**Intermediate coupling and configuration mixing in Xe⁶⁺**

The table holds level energies, LS purities and Landé g factors of Xe⁶⁺ from no-pair Dirac configuration interaction of two electrons outside a frozen [Kr]4d¹⁰ core, without (CI) and with core-valence correlation, Breit and QED (CI+MBPT). The program tests two-state spin-orbit matrices for 5s nl and 5p², a three-state matrix that adds 5s5d ¹D, and pure LS and jj g values, and it restates the shifts against the Xe⁷⁺ 5s limit. The two-state model gives the 5s5p purity as 0.962 against 0.965 and ³P₁ to about 120 cm⁻¹, but is worse than the Landé interval rule for 5s4f in CI. The 5p² ¹D term lies about 11000 cm⁻¹ below its Slater position in CI+MBPT, and the three-state error there is 20 or 360 cm⁻¹ depending on the choice of ζ. Every level is more bound in CI+MBPT relative to the limit, 5s4f most, and the g values of 4f5p ³G₃ and ³G₄ exceed both the LS and the jj value.

Calculated values. Levels of Xe6+ (Z = 54, closed core [Kr] 4d10) from B-spline many-body code 1: no-pair Dirac CI for two valence electrons in the frozen-core Dirac-Hartree-Fock potential (CI), then with screened core-valence correlation, Breit and QED (CI+MBPT). Energies are relative to 5s2 1S0, and the nuclear rms radius is 4.7859 fm. Levels are given up to the first gap in the list.

## Program and output

```python
# Table: Xe6+ two-electron levels (cm^-1), LS purity, Lande g; B-spline Dirac code, CI in frozen-core DHF
# and CI+MBPT (Breit, QED). Tested: intermediate-coupling matrices (zeta vs term gap) for 5s nl and 5p2,
# 5p2-5s5d 1D mixing, pure LS / jj g values, level shifts relative to the Xe7+ 5s limit.
T = {
    'level_configuration': ['5s2', '5s5p', '5s5p', '5s5p', '5s5p', '5p2', '5p2', '5p2', '5p2', '5s4f', '5s4f', '5s4f', '5p2', '5s4f', '5s5d', '5s5d', '5s5d', '5s5d', '5s6s', '5s6s', '4f5p', '4f5p', '4f5p', '4f5p', '5p5d'],
    'level_term': ['1S', '3P', '3P', '3P', '1P', '3P', '3P', '1D', '3P', '3F', '3F', '3F', '1S', '1F', '3D', '3D', '3D', '1D', '3S', '1S', '3G', '3F', '3G', '3F', '3F'],
    'level_j': [0, 0, 1, 2, 1, 0, 1, 2, 2, 2, 3, 4, 0, 3, 1, 2, 3, 2, 1, 0, 3, 3, 4, 2, 2],
    'level_parity': ['even', 'odd', 'odd', 'odd', 'odd', 'even', 'even', 'even', 'even', 'odd', 'odd', 'odd', 'even', 'odd', 'even', 'even', 'even', 'even', 'even', 'even', 'even', 'even', 'even', 'even', 'odd'],
    'level_jj': ['1/2,1/2', '1/2,1/2', '1/2,1/2', '1/2,3/2', '1/2,3/2', '1/2,1/2', '1/2,3/2', '1/2,3/2', '3/2,3/2', '5/2,1/2', '5/2,1/2', '7/2,1/2', '3/2,3/2', '7/2,1/2', '1/2,3/2', '1/2,3/2', '1/2,5/2', '1/2,5/2', '1/2,1/2', '1/2,1/2', '5/2,1/2', '7/2,1/2', '7/2,1/2', '5/2,1/2', '1/2,3/2'],
    'level_term_purity': [1.0, 1.0, 0.965, 1.0, 0.964, 0.9, 0.998, 0.639, 0.638, 1.0, 0.999, 1.0, 0.9, 0.999, 1.0, 0.995, 1.0, 0.992, 1.0, 1.0, 0.578, 0.484, 0.495, 0.829, 0.815],
    'level_lande_g': [None, None, 1.484, 1.501, 1.018, None, 1.501, 1.18, 1.32, 0.6659, 1.083, 1.251, None, 1.0, 0.4989, 1.166, 1.334, 1.002, 2.002, None, 0.8631, 1.096, 1.126, 0.7406, 0.7327],
    'level_energy_ci': [0.0, 90346.5, 94834.5, 107349.9, 145135.6, 220508.9, 230674.3, 229398.1, 245721.6, 277139.8, 277251.7, 277399.0, 273908.1, 282972.3, 281242.4, 282156.6, 283694.4, 305184.5, 345542.3, 353325.9, 382181.5, 385574.6, 385730.9, 387418.0, 382475.5],  # cm⁻¹
    'level_energy': [0.0, 95893.7, 100231.6, 113446.9, 143475.5, 223672.6, 234655.1, 235970.4, 251743.8, 271462.1, 271639.5, 271895.6, 276628.6, 278626.5, 287992.6, 288943.0, 290590.6, 307840.4, 355830.5, 363151.7, 379184.7, 382473.8, 383219.4, 384359.8, 393857.0],  # cm⁻¹
}
import numpy as np
from fractions import Fraction as Fr
from scipy.constants import physical_constants as pc
from scipy.optimize import brentq
gs = abs(pc['electron g factor'][0]); cm = pc['electron volt-inverse meter relationship'][0]/100
K = [(str(c), str(t), int(float(j))) for c, t, j in zip(T['level_configuration'], T['level_term'], T['level_j'])]
D = lambda k: dict(zip(K, T[k]))
CI, MB, P, G, JJ = D('level_energy_ci'), D('level_energy'), D('level_term_purity'), D('level_lande_g'), D('level_jj')
gc = lambda a, ga, b, gb, J: (ga*(J*(J+1)+a*(a+1)-b*(b+1)) + gb*(J*(J+1)+b*(b+1)-a*(a+1)))/(2*J*(J+1))
gLS = lambda t, J: gc('SPDFG'.index(t[1]), 1.0, (int(t[0])-1)/2, gs, J)
print('rounding floor: energy 0.05 cm-1, purity 0.0005 (0.005 for 1.00), g 0.0005; energies in cm-1; res=model-table')
Z = {}
for c, L, l in (('5s5p', 'P', 1), ('5s5d', 'D', 2), ('5s4f', 'F', 3)):
    for n, E in (('CI', CI), ('MBPT', MB)):
        lo, mid, hi, s = E[c, '3'+L, l-1], E[c, '3'+L, l], E[c, '3'+L, l+1], E[c, '1'+L, l]
        z = 2*(hi-lo)/(2*l+1); ET = hi-z*l/2; a = ET-z/2; b = mid+s-a; o = z*np.sqrt(l*(l+1))/2
        w, v = np.linalg.eigh([[a, o], [o, b]]); p = v[0, 0]**2; Z[c, n] = (z, b-ET, p)
        o2 = ((s-mid)**2-(b-a)**2)/4; lam = np.sqrt(o2)/o if o2 > 0 else float('nan')
        print(f'{c} {n}: zeta {z:.0f} S {b-ET:.0f} zeta/S {z/(b-ET):.3f} res3{L}{l} mixed {w[0]-mid:+.1f} pureLS {a-mid:+.1f} offdiag needed/model {lam:.3f}')
    gt = gLS('3'+L, l); pl = 0.5*(1+(b-a)/(s-mid))
    print(f'  purity model {p:.4f} (with needed offdiag {pl:.4f}) table {P[c,"3"+L,l]}, pure jj {(l+1)/(2*l+1):.3f}; g {p*gt+1-p:.4f}/{p+(1-p)*gt:.4f} table {G[c,"3"+L,l]}/{G[c,"1"+L,l]}')
    print(f'  CI->MBPT: zeta {100*(Z[c,"MBPT"][0]/Z[c,"CI"][0]-1):+.1f}%, S {100*(Z[c,"MBPT"][1]/Z[c,"CI"][1]-1):+.1f}%')
s1, s2 = [E['5s6s', '1S', 0]-E['5s6s', '3S', 1] for E in (CI, MB)]
print(f'5s6s S: CI {s1:.0f} MBPT {s2:.0f} ({100*(s2/s1-1):+.1f}%)')
gP = gLS('3P', 2)
for n, E in (('CI', CI), ('MBPT', MB)):
    e0, e1, d2, p2, s0 = [E['5p2', t, j] for t, j in (('3P', 0), ('3P', 1), ('1D', 2), ('3P', 2), ('1S', 0))]
    u = E['5s5d', '1D', 2]
    zo = brentq(lambda z: np.hypot(e0+s0-2*e1+z, 2*np.sqrt(2)*z)-(s0-e0), 1e3, 3e4)
    for nm, z in (('zeta5s5p', Z['5s5p', n][0]), ('own', zo)):
        ET = e1+z/2; S = e0+s0-(ET-z); F2 = (S-ET)/15; o = z/np.sqrt(2); a = ET+z/2; b = d2+p2-a
        w0, v0 = np.linalg.eigh([[ET-z, 2*o], [2*o, S]]); w2, v2 = np.linalg.eigh([[a, o], [o, b]])
        print(f'5p2 {n} {nm} {z:.0f}: res3P0 {w0[0]-e0:+.0f} pur {v0[0,0]**2:.3f}; 1D-3P eff {b-ET:+.0f} vs 6F2 {6*F2:.0f}; 2-state res1D2 {w2[0]-d2:+.0f} pur {v2[1,0]**2:.3f}')
        bb = ET+6*F2; d = d2+p2+u-a-bb; V = np.sqrt((u-d)*(u-bb-o*o/(u-a)))
        w, v = np.linalg.eigh([[a, o, 0], [o, bb, V], [0, V, d]]); q = v[0]**2
        print(f'  3-state V {V:.0f} res1D2 {w[0]-d2:+.0f} res3P2 {w[1]-p2:+.0f}; 3P2 wts {q[0]:.3f} {q[1]:.3f} {q[2]:.4f}; p2 in 5s5d1D {v[1,2]**2:.2f}; g {1+(gP-1)*q[0]:.3f} {1+(gP-1)*q[1]:.3f}; 1D2-3P1 {w[0]-e1:+.0f}')
    assert b-ET < 3*F2
print('table 5p2: purity 3P0, 1D2, 3P2', P['5p2', '3P', 0], P['5p2', '1D', 2], P['5p2', '3P', 2], 'g', G['5p2', '1D', 2], G['5p2', '3P', 2])
m1 = np.array([0.95035, 1.263, 0.072861])  # M1 elements to 5p2 3P1 from 1D2, 3P2, 5s5d 1D2; further output of same run
wm = m1**2/(2.5*(gs-1)**2)
print(f'3P2 weights from M1: {wm[0]:.3f} {wm[1]:.3f} {wm[2]:.4f} sum {wm.sum():.3f}')
k2 = [k for k in K if k[2] == 2 and k[0] in ('5p2', '5s5d')]
gt, gp = sum(G[k] for k in k2), sum(gLS(k[1], 2) for k in k2)
print(f'g-sum J=2 (5p2+5s5d): table {gt:.3f} pure LS {gp:.3f}')
for k in K[-5:]:
    ls = ['spdf'.index(k[0][1]), 'spdf'.index(k[0][3])]; js = [float(Fr(x)) for x in JJ[k].split(',')]
    gj = [gc(l, 1.0, 0.5, gs, j) for l, j in zip(ls, js)]
    print(f'{k[0]} {k[1]}{k[2]}: g table {G[k]} LS {gLS(k[1],k[2]):.3f} jj {gc(js[0],gj[0],js[1],gj[1],k[2]):.3f} purity {P[k]}')
IE, IEci, IEse = 91.9871, 90.3817, 91.6  # eV, further outputs of the same run
dI = (IE-IEci)*cm
print(f'IE shift {IE-IEci:.3f} eV = {dI:.0f} cm-1; vs semi-emp: MBPT {IE-IEse:+.2f} eV ({100*(IE/IEse-1):+.2f}%), CI {IEci-IEse:+.2f} eV ({100*(IEci/IEse-1):+.2f}%)')
for c in dict.fromkeys(k[0] for k in K):
    print(f'{c} extra binding vs Xe7+ limit:', ' '.join(f'{k[1]}{k[2]} {dI-(MB[k]-CI[k]):.0f}' for k in K if k[0] == c))
for x, y in ((('5p2','1D',2), ('5p2','3P',1)), (('5s4f','3F',2), ('5p2','1S',0)), (('5s4f','1F',3), ('5s5d','3D',1)), (('4f5p','3G',3), ('5p5d','3F',2))):
    print(f'gap {x[0]} {x[1]}{x[2]} - {y[0]} {y[1]}{y[2]}: CI {CI[x]-CI[y]:+.0f} MBPT {MB[x]-MB[y]:+.0f}')
assert abs(Z['5s5p', 'MBPT'][2]-P['5s5p', '3P', 1]) < 0.01
assert abs(gt-gp) < 0.003
assert all(MB[k]-CI[k] < dI for k in K)
```

It prints:

```
rounding floor: energy 0.05 cm-1, purity 0.0005 (0.005 for 1.00), g 0.0005; energies in cm-1; res=model-table
5s5p CI: zeta 11336 S 42274 zeta/S 0.268 res3P1 mixed -124.8 pureLS +1179.8 offdiag needed/model 0.950
5s5p MBPT: zeta 11702 S 34367 zeta/S 0.341 res3P1 mixed -122.8 pureLS +1513.2 offdiag needed/model 0.960
  purity model 0.9624 (with needed offdiag 0.9650) table 0.965, pure jj 0.667; g 1.4823/1.0189 table 1.484/1.018
  CI->MBPT: zeta +3.2%, S -18.7%
5s5d CI: zeta 981 S 22404 zeta/S 0.044 res3D2 mixed +3.7 pureLS +66.6 offdiag needed/model 1.029
5s5d MBPT: zeta 1039 S 18200 zeta/S 0.057 res3D2 mixed +2.7 pureLS +88.8 offdiag needed/model 1.015
  purity model 0.9954 (with needed offdiag 0.9953) table 0.995, pure jj 0.600; g 1.1663/1.0008 table 1.166/1.002
  CI->MBPT: zeta +6.0%, S -18.8%
5s4f CI: zeta 74 S 5685 zeta/S 0.013 res3F3 mixed -3.7 pureLS -0.8 offdiag needed/model nan
5s4f MBPT: zeta 124 S 6908 zeta/S 0.018 res3F3 mixed +1.8 pureLS +8.4 offdiag needed/model 1.128
  purity model 0.9991 (with needed offdiag 0.9988) table 0.999, pure jj 0.571; g 1.0834/1.0001 table 1.083/1.0
  CI->MBPT: zeta +67.2%, S +21.5%
5s6s S: CI 7784 MBPT 7321 (-5.9%)
5p2 CI zeta5s5p 11336: res3P0 -685 pur 0.905; 1D-3P eff -3232 vs 6F2 13227; 2-state res1D2 -1006 pur 0.743
  3-state V 29978 res1D2 -43 res3P2 +43; 3P2 wts 0.242 0.754 0.0037; p2 in 5s5d1D 0.23; g 1.121 1.378; 1D2-3P1 -1319
5p2 CI own 10777: res3P0 +0 pur 0.911; 1D-3P eff -2394 vs 6F2 13227; 2-state res1D2 -394 pur 0.727
  3-state V 29307 res1D2 +482 res3P2 -482; 3P2 wts 0.259 0.738 0.0032; p2 in 5s5d1D 0.22; g 1.130 1.370; 1D2-3P1 -794
5p2 MBPT zeta5s5p 11702: res3P0 -532 pur 0.895; 1D-3P eff +851 vs 6F2 12396; 2-state res1D2 -757 pur 0.645
  3-state V 24929 res1D2 +21 res3P2 -21; 3P2 wts 0.352 0.644 0.0032; p2 in 5s5d1D 0.18; g 1.177 1.323; 1D2-3P1 +1337
5p2 MBPT own 11278: res3P0 +0 pur 0.899; 1D-3P eff +1486 vs 6F2 12396; 2-state res1D2 -354 pur 0.626
  3-state V 24300 res1D2 +356 res3P2 -356; 3P2 wts 0.373 0.625 0.0028; p2 in 5s5d1D 0.17; g 1.187 1.313; 1D2-3P1 +1672
table 5p2: purity 3P0, 1D2, 3P2 0.9 0.639 0.638 g 1.18 1.32
3P2 weights from M1: 0.360 0.635 0.0021 sum 0.997
g-sum J=2 (5p2+5s5d): table 4.668 pure LS 4.668
4f5p 3G3: g table 0.8631 LS 0.749 jj 0.825 purity 0.578
4f5p 3F3: g table 1.096 LS 1.084 jj 1.203 purity 0.484
4f5p 3G4: g table 1.126 LS 1.050 jj 1.084 purity 0.495
4f5p 3F2: g table 0.7406 LS 0.666 jj 0.889 purity 0.829
5p5d 3F2: g table 0.7327 LS 0.666 jj 0.766 purity 0.815
IE shift 1.605 eV = 12948 cm-1; vs semi-emp: MBPT +0.39 eV (+0.42%), CI -1.22 eV (-1.33%)
5s2 extra binding vs Xe7+ limit: 1S0 12948
5s5p extra binding vs Xe7+ limit: 3P0 7401 3P1 7551 3P2 6851 1P1 14609
5p2 extra binding vs Xe7+ limit: 3P0 9785 3P1 8968 1D2 6376 3P2 6926 1S0 10228
5s4f extra binding vs Xe7+ limit: 3F2 18626 3F3 18561 3F4 18452 1F3 17294
5s5d extra binding vs Xe7+ limit: 3D1 6198 3D2 6162 3D3 6052 1D2 10293
5s6s extra binding vs Xe7+ limit: 3S1 2660 1S0 3123
4f5p extra binding vs Xe7+ limit: 3G3 15945 3F3 16049 3G4 15460 3F2 16007
5p5d extra binding vs Xe7+ limit: 3F2 1567
gap 5p2 1D2 - 5p2 3P1: CI -1276 MBPT +1315
gap 5s4f 3F2 - 5p2 1S0: CI +3232 MBPT -5166
gap 5s4f 1F3 - 5s5d 3D1: CI +1730 MBPT -9366
gap 4f5p 3G3 - 5p5d 3F2: CI -294 MBPT -14672
```
